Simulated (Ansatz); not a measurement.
## NbTeN: energy above lowest point and pressure against volume scale

Results calculated with Ansatz 0.2.0, not measured. Free energy against uniform scaling of the volume at fixed shape and fractions; periodic cell, basis, potentials, k mesh and filling as listed.

The cell before it is scaled or strained (space group P4/nmm, No. 129):
```
NbTeN
1.0
      3.5843     0.0000     0.0000
      0.0000     3.5843     0.0000
      0.0000     0.0000     9.5461
Nb Te N
2 2 2
Direct
  0.50000 0.00000 0.11438
  0.00000 0.50000 0.88562
  0.50000 0.00000 0.69863
  0.00000 0.50000 0.30137
  0.50000 0.50000 0.00000
  0.00000 0.00000 0.00000
```

Settings of every row: functional PBEsol; dispersion none; potentials PAW; wave cutoff 630 eV; density cutoff 2520 eV; k mesh 5x5x2; k shift 0x0x0; occupations fermi dirac; smearing width 0.05 eV; spin none.

Limits: a layered crystal: even scaling strains the bonds within the layers, so this curve is stiffer than the crystal under pressure; coarse k mesh, up to 40 meV an atom off; no spin-orbit coupling, which can matter with elements this heavy; the cell comes from a prototype or a list of computed structures and needn't be the stable phase.

| row | volume scale | V (Å³/atom) | energy above lowest point (meV/atom) | pressure (GPa) |
| --- | --- | --- | --- | --- |
| 1 | 0.92 | 18.805 | 9.8 | 5.11 |
| 2 | 0.9467 | 19.351 | 0 | 0.76 |
| 3 | 0.9733 | 19.894 | 4 | -3 |
| 4 | 1 | 20.44 | 19.8 | -6.23 |
| 5 | 1.0267 | 20.986 | 45.9 | -9.03 |
| 6 | 1.0533 | 21.53 | ? | ? |
| 7 | 1.08 | 22.075 | 123.2 | -13.49 |

Question: what energy above lowest point and pressure should row 6 give?

Worked fit of energy above lowest point. Take u = (V_r/V)^(2/3) − 1 with V_r = 20.167 Å³ an atom, which is twice the finite (Eulerian) strain; such expansions in the strain, on which the Birch-Murnaghan equation of state is built, carry the rest volume and the bulk modulus. The shown rows have u = 0.04772, 0.02792, 0.00913, -0.00892, -0.02619, -0.05849. Least squares give energy above lowest point = 10.51 − 881 × u + 18024 × u² + 2543 × u³ meV/atom; a parabola predicts inner rows, each left out in turn, worse (root mean square 0.12 against 0.035 meV/atom). All shown rows lie on it to the printed digit. Its lowest point lies at u = 0.0243, or V = 19.45 Å³ an atom, and the curvature there gives the bulk modulus at fixed shape and fractions, B = (4/9)(1 + u)² E″(u)/V = 140 GPa. Letting shape and atoms relax would as a rule lower it, by much in layered, chain or molecular crystals. The withheld row has u = -0.04266, so the fit gives 10.51 − 881 × (-0.04266) + 18024 × (-0.04266)² + 2543 × (-0.04266)³ = 80.7 meV/atom.

The calculation gave 80.8 meV/atom. The fit lies 0.1 meV/atom (0.081 % of the column's range) below it, one unit of the last digit.

Worked fit of pressure. Take u = (V_r/V)^(2/3) − 1 with V_r = 20.167 Å³ an atom, which is twice the finite (Eulerian) strain; such expansions in the strain, on which the Birch-Murnaghan equation of state is built, carry the rest volume and the bulk modulus. The shown rows have u = 0.04772, 0.02792, 0.00913, -0.00892, -0.02619, -0.05849. Least squares give pressure = −4.669 + 180.46 × u + 509.1 × u² GPa; a straight line predicts inner rows, each left out in turn, worse (root mean square 0.56 against 0.021 GPa). The rows lie off it by 0.01, -0.01, -0.02, 0.01, 0.02, -0.01. The pressure vanishes at u = 0.0242, or V = 19.46 Å³ an atom, and there the bulk modulus at fixed shape and fractions is B = −V dP/dV = (2/3)(1 + u) dP/du = 140 GPa. Letting shape and atoms relax would as a rule lower it, by much in layered, chain or molecular crystals. The withheld row has u = -0.04266, so the fit gives −4.669 + 180.46 × (-0.04266) + 509.1 × (-0.04266)² = -11.44 GPa.

The calculation gave -11.43 GPa. The fit lies 0.01 GPa (0.054 % of the column's range) below it, one unit of the last digit.
